## Why the band gap of MoS₂ peaks as the crystal is stretched

Pull the atoms of a semiconductor apart, and the interactions that separate its filled from its empty states grow weaker. One might then expect the gap to shrink steadily as the cell expands. In MoS₂ the least direct gap, in which the electron keeps its crystal momentum, does shrink at every step. The band gap, in which the momentum may change, first grows and then falls.

Ansatz 0.2.0, DFT with r2SCAN for bulk MoS₂ (P6₃/mmc), without spin polarisation or spin–orbit coupling, at r2SCAN-rVV10 geometries. PAW potentials, plane waves up to 500 eV, 12×12×2 k mesh, fixed occupations. The band gap is the smallest found over the mesh, the named k points and any searched path between them.

```tsv
volume (Å³/atom)	c/a	shortest distance (Å)	band gap (eV)	least direct gap (eV)
15.989	3.9193	2.370	0.813	2.141
16.494	3.9193	2.379	0.883	2.079
17.009	3.9192	2.387	0.942	1.963
17.535	3.9192	2.395	0.992	1.850
18.072	3.9193	2.403	1.032	1.742
18.619	3.9192	2.412	0.922	1.640
19.178	3.9192	2.420	0.772	1.544
19.748	3.9193	2.429	0.625	1.453
20.328	3.9193	2.438	0.485	1.370
```

The volume is given per atom, and the cell of 18.07 Å³ per atom is the unstrained one. All edges are stretched or compressed by the same percentage, so the ratio c/a of the long to the short edge stays fixed. The atoms inside the cell were free to adjust, and they did. Cell and positions come from r2SCAN with a dispersion correction, the gaps from r2SCAN alone. From the smallest cell to the largest the edges grow by 8.3 %, but the shortest distance, that between Mo and S, by only 2.9 %. The S–Mo–S layers become wider and flatter while the space between them opens.

### Two valleys compete for the lowest empty state

The highest filled state lies at the zone centre Γ in every row. The lowest empty state does not keep its place. In the five smaller cells it lies about midway between Γ and the zone corner K, and in the four larger ones it lies at K itself. The column of band gaps therefore joins two different quantities, a gap from Γ to the midway valley that grows on stretching and a gap from Γ to K that shrinks. The band gap is whichever of the two is smaller, and it peaks where they change places.

### Why the gap to K shrinks

At K the states on both sides of the gap are mainly Mo d states. Neighbouring Mo atoms interact directly and through the sulfur between them, and these interactions help to keep the two sets of levels apart. As the Mo atoms move away from each other the interactions weaken and the levels approach. This is standard reasoning about bands, and the direct gap, which lies at K in every row and falls at every step, agrees with it. The flattening of the layers shifts these levels too, and the table cannot separate the two effects.

The gap from Γ to K falls faster still, and the table shows where the extra fall comes from. In the four larger cells both gaps end at the same empty state, so their difference is the height of the filled level at Γ above the filled level at K. Over these rows the gap from Γ to K falls by 0.44 eV. Of this, 0.27 eV is the fall of the direct gap, and 0.17 eV comes from the filled level at Γ rising relative to that at K.

That rise shows which part of the deformation is in charge of the filled levels. The filled state at Γ contains sulfur orbitals that point towards the next layer, and their interaction across the space between layers pushes the state up. Moving the layers apart should by itself let it sink. Since it rises against K instead, the widening and flattening of each layer must outweigh the separation of the layers.

### Why the gap to the midway valley grows

The midway valley also contains sulfur orbitals that feel the next layer. When two layers approach, their states repel each other in energy. The highest filled state at Γ moves up, the lowest empty state in the midway valley moves down, and the gap between them narrows. Stretching the cell undoes this, as the spacing between the sulfur planes of adjacent layers grows from 2.79 to 3.11 Å over the first five rows.

This explanation is argued from the nature of the states and is not isolated by the table. The spacing is unlikely to be the whole story, because the changing shape of the layers moves both states as well. For the filled state at Γ, measured against the one at K, it even outweighed the spacing in the four larger cells. Widening a single layer is also expected to raise the midway valley against the one at K. That decides which valley is lower, but it need not widen the gap from Γ. Since the change of shape also lifts the filled state at Γ, it is expected to work against the growth, with the spacing outweighing it in the five smaller cells. Spacing and shape change together here, so the table cannot size the two effects. Cells stretched only along the long edge would change mainly the spacing, and so help to separate them.

### Two straight lines and their crossing

For small strains a gap between two given states changes roughly in proportion to the strain, with a slope called a deformation potential. Let $x$ be the change of the edges in percent. One line was fitted to the five rows with the midway valley lowest, the other to the four rows with K lowest (in eV):

$$E_{\text{mid}} = 1.042 + 0.055\,x, \qquad E_{K} = 1.065 - 0.146\,x .$$

The two gaps are equal at

$$x = \frac{1.065 - 1.042}{0.055 + 0.146} \approx 0.1 .$$

The peak thus lies almost at the unstrained cell. No row sits at the crossing to test this value, and the growing gap is not truly straight, as its steps shrink from 0.07 to 0.04 eV, so only the closeness to zero strain deserves trust.

The lower line reproduces every band gap to within 0.01 eV, which is a modest success because each row helped to fix its own line. A further, mild check is to continue each line into the rows where the other valley is lowest. There it must stay above the computed band gap, or the calculation would have found a lower empty state. Both lines pass, most narrowly at the unstrained cell, where the line for K lies 0.03 eV above the computed value. The printed output after this text gives both fits and their values in the rows outside them.

The crossing also accounts for an uneven step. From the unstrained cell to the next larger one the band gap drops by only 0.11 eV, whereas each later step costs 0.14 to 0.15 eV. The first drop starts from the midway valley, which was already a little lower than K, and so it misses part of the fall at K.

### The odd first step of the direct gap

Between the two smallest cells the direct gap changes by only 0.06 eV, about half as much as in the next step. The smallest cell lies 0.06 eV below a smooth curve through the other eight rows. The direct gap is still at K there, so no change of valley is to blame. The band gap runs smoothly through the same cell, which speaks against a fault in its geometry and points to the states at K themselves. Another band may have become the highest filled or the lowest empty one at K, which would lower the gap as observed. This is a guess, since the character of the bands at K was not examined.

### What carries over to practice

In the unstrained cell the two valleys nearly tie, and the tie belongs to this geometry. The valleys move against each other by about 0.2 eV per percent of strain, so an error of a few tenths of a percent in the edges can reverse their order. Without the dispersion correction, r2SCAN finds this cell still under a pressure of 1.15 GPa, which changes sign before the next larger cell. The calculation leaves out spin–orbit coupling, and its density functional is of a kind that usually gives gaps that are too small. Either could shift the valleys by more than the few hundredths of an eV between them, so the exact strain at the peak is less secure than the existence of two opposite trends.

Nor are the slopes pressure coefficients. Shrinking all edges equally takes far more stress within the layers than across them, more than twice as much in the smallest cell. Under equal pressure from all sides the soft space between the layers would close first, and the balance between the valleys would change. To judge another kind of strain, ask first which valley is lowest, and then whether the strain acts mainly within the layers or between them.

Numerical output:

```
Steps from the row before and layer geometry:
     row  strain of edges (%)  band gap step (eV)  direct gap step (eV)  direct less band gap (eV)  S-Mo-S thickness (Å)  spacing between layers (Å)
  15.989                   -4                 n/a                   n/a                      1.328                 3.177                       2.792
  16.494                   -3                0.07                -0.062                      1.196                 3.164                       2.868
  17.009                   -2               0.059                -0.116                      1.021                 3.146                       2.947
  17.535                   -1                0.05                -0.113                      0.858                 3.128                       3.027
  18.072                    0                0.04                -0.108                       0.71                  3.11                       3.108
  18.619               0.9989               -0.11                -0.102                      0.718                 3.095                       3.185
  19.178                    2               -0.15                -0.096                      0.772                 3.076                       3.267
  19.748                    3              -0.147                -0.091                      0.828                 3.059                       3.345
  20.328                3.999               -0.14                -0.083                      0.885                 3.042                       3.424
fit of band_gap on 5 rows (atK < 0.5): constant 1.042 +/- 0.0083, coefficient of strain 0.0547 +/- 0.0034; rms 0.00826, worst 15.989 0.01, leave-one-out rms 0.0172
  rows outside the fit (model, value, miss): 18.619 1.096, 0.922, 0.174; 19.178 1.151, 0.772, 0.379; 19.748 1.206, 0.625, 0.581; 20.328 1.261, 0.485, 0.776
fit of band_gap on 4 rows (atK > 0.5): constant 1.065 +/- 0.0043, coefficient of strain -0.1458 +/- 0.0016; rms 0.00246, worst 19.748 0.00298, leave-one-out rms 0.00625
  rows outside the fit (model, value, miss): 15.989 1.649, 0.813, 0.836; 16.494 1.503, 0.883, 0.62; 17.009 1.357, 0.942, 0.415; 17.535 1.211, 0.992, 0.219; 18.072 1.065, 1.032, 0.0334
fit of least_direct_gap on 8 rows (strain > -3.5): constant 1.742 +/- 0.00053, coefficient of strain -0.1044 +/- 0.00017, coefficient of strain2 0.002783 +/- 7.8e-05; rms 0.000795, worst 17.009 -0.0011, leave-one-out rms 0.00192
  rows outside the fit (model, value, miss): 15.989 2.204, 2.141, 0.063
Largest miss of the lower of the two lines (eV): 0.01
Strain at which the two lines cross (%): 0.1176
K line less computed band gap at the unstrained cell (eV): 0.03339
Fall of the Gamma-K gap over the four K rows (eV): 0.437
Part from the fall of the direct gap at K (eV): 0.27
Part from Gamma rising above K in the valence band (eV): 0.167
Growth of the edge a over all rows (%): 8.332
Growth of the Mo-S distance over all rows (%): 2.869
```
